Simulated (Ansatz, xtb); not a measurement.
## H8N2SSi2: which of two isomers lies lower

We compare a, `N[SiH2]N[SiH2]S`, a singlet, with b, `N[Si@@H](S)N[SiH3]`, a singlet. Both are isolated molecules in the gas phase, relaxed with B3LYP-D3(BJ)/def2-SVP; each stands in its lowest conformer found.

Quicker runs give these differences E(b) − E(a): GFN2-xTB +7.84 kJ/mol; HF/STO-3G −10.74 kJ/mol (at GFN2-xTB geometries); r2SCAN-D4/def2-SVP −15.31 kJ/mol (at GFN2-xTB geometries).

Question: Estimate which is lower in electronic energy at CCSD(T)/def2-SVP + ΔMP2/def2-TZVPP, and by roughly how much.

Answer: Too close to call at this level: CCSD(T)/def2-SVP + ΔMP2/def2-TZVPP gives E(b) − E(a) = −3.45 kJ/mol.

The same difference at several levels:

```csv
level,geometry,E(b) − E(a) (kJ/mol),departure from the last row (kJ/mol),"job, with rough time for the two"
GFN2-xTB,GFN2-xTB,+7.84,+11.30,"optimisation, 0.29 s"
HF/STO-3G,GFN2-xTB,−10.74,−7.29,"single point, 0.36 s"
r2SCAN-D4/def2-SVP,GFN2-xTB,−15.31,−11.86,"single point, 2.7 s"
B3LYP-D3(BJ)/def2-SVP,B3LYP-D3(BJ)/def2-SVP,−4.91,−1.46,"optimisation, 74 s"
HF/def2-SVP,B3LYP-D3(BJ)/def2-SVP,−3.25,+0.20,part of the CCSD(T) run
MP2/def2-SVP,B3LYP-D3(BJ)/def2-SVP,−5.88,−2.42,part of the CCSD(T) run
CCSD(T)/def2-SVP,B3LYP-D3(BJ)/def2-SVP,−5.47,−2.02,single point
CCSD(T)/def2-SVP + ΔMP2/def2-TZVPP,B3LYP-D3(BJ)/def2-SVP,−3.45,,"single point, 26 s"
```

As drawn, both hold the same kinds of bond in the same numbers.

The largest departure from CCSD(T)/def2-SVP + ΔMP2/def2-TZVPP is that of r2SCAN-D4/def2-SVP, 11.86 kJ/mol. The last row adds to CCSD(T) the change of the MP2 difference between the two basis sets, here +2.02 kJ/mol.

With thermal terms from frequencies at re-optimised GFN2-xTB minima (ideal gas, soft modes damped towards free rotors, one conformer each, 298.15 K, 1 atm): the zero-point term adds −1.21 kJ/mol; ΔH is −4.01 and ΔG −5.24 kJ/mol.

The correlated steps freeze 17 core orbitals. Mirror images aren't counted in ΔG. Run with Ansatz 0.2.0, xtb 6.7.1; the last row on 2 threads of Intel(R) Xeon(R) 6975P-C (Granite Rapids) on a shared host.

The wavefunction and density-functional levels all lean towards b, and only GFN2-xTB reverses the sign, but the best estimate of −3.45 kJ/mol is too small to settle the order. With the bond types matched, the isomers differ in where the SH group sits: b gathers two nitrogens and the sulfur on one silicon, while a spreads them over both. The extra geminal N/S pair in b probably brings some anomeric stabilisation, lone-pair donation into polar σ* orbitals at silicon. Such effects are usually weaker at silicon than at carbon, and crowding or a different N–H···S contact could offset or mimic them.

The near-perfect agreement of HF/def2-SVP with the last row is a cancellation: correlation favours b in the small basis, and the larger basis takes most of that gain back. The thermal terms also lean towards b, without making the preference decisive. None of this bears on how readily the isomers interconvert, since exchanging H and SH between the silicons means breaking strong bonds.
